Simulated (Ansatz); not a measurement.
# Zn: pressure as volume scale varies

Plane-wave DFT, scalar-relativistic PAW made under PBE with cores redone for the functional, no dispersion; the given relaxed cell is scaled uniformly, energy at zero smearing counts from the unscaled cell, pressure at the given Fermi-Dirac smearing is positive in compression. The results are calculated, by Ansatz 0.2.0.

The cell before it is scaled or strained (space group P6/mmm, No. 191):
```
cell vectors (Å)
   4.7746     0.0000     0.0000
  -2.3873     4.1349     0.0000
   0.0000     0.0000     2.6852
atoms (fractions of the cell vectors)
Zn  0.00000  1.00000  1.00000
Zn  0.33333  0.66667  0.50000
Zn  0.66667  0.33333  0.50000
```

Settings of every row: spin polarised no; functional BLYP; wave cutoff 420 eV; smearing width 0.1 eV; k mesh 9x9x13.

Atom starting moment: 0 on all atoms.

Limits: the cell comes from a prototype or a list of computed structures and needn't be the stable phase.

```
row  volume scale  V (Å³/atom)  pressure (GPa)  energy change per atom (meV)
  1          0.88        15.55             6.7                         38.36
  2          0.92       16.257            3.85                         15.56
  3          0.96       16.964               ?                             ?
  4          1.04       18.378           -1.11                          2.57
  5          1.08       19.085           -1.97                          9.64
  6          1.12       19.791           -2.55                         19.82
```

Question: what pressure should row 3 give?

Worked fit of pressure. Take u = (V_r/V)^(2/3) − 1 with V_r = 18.378 Å³ an atom, which is twice the finite (Eulerian) strain; such expansions in the strain, on which the Birch-Murnaghan equation of state is built, carry the rest volume and the bulk modulus. The shown rows have u = 0.11784, 0.08519, 0, -0.02485, -0.04818. Least squares give pressure = −1.132 + 39.831 × u + 224.35 × u² GPa; a straight line predicts inner rows, each left out in turn, worse (root mean square 0.64 against 0.055 GPa). The rows lie off it by 0.02, -0.04, 0.02, 0.01, -0.02. The pressure vanishes at u = 0.0249, or V = 17.71 Å³ an atom, and there the bulk modulus at fixed shape and fractions is B = −V dP/dV = (2/3)(1 + u) dP/du = 34.9 GPa. Letting shape and atoms relax would as a rule lower it, by much in layered, chain or molecular crystals. The withheld row has u = 0.05482, so the fit gives −1.132 + 39.831 × (0.05482) + 224.35 × (0.05482)² = 1.73 GPa.

The calculation gave 1.7 GPa. The fit lies 0.03 GPa (1.8 % of the value, 0.32 % of the column's range) above it; its largest miss of a shown row is 0.04 GPa.

The other values of row 3: energy change per atom 3.64 meV.
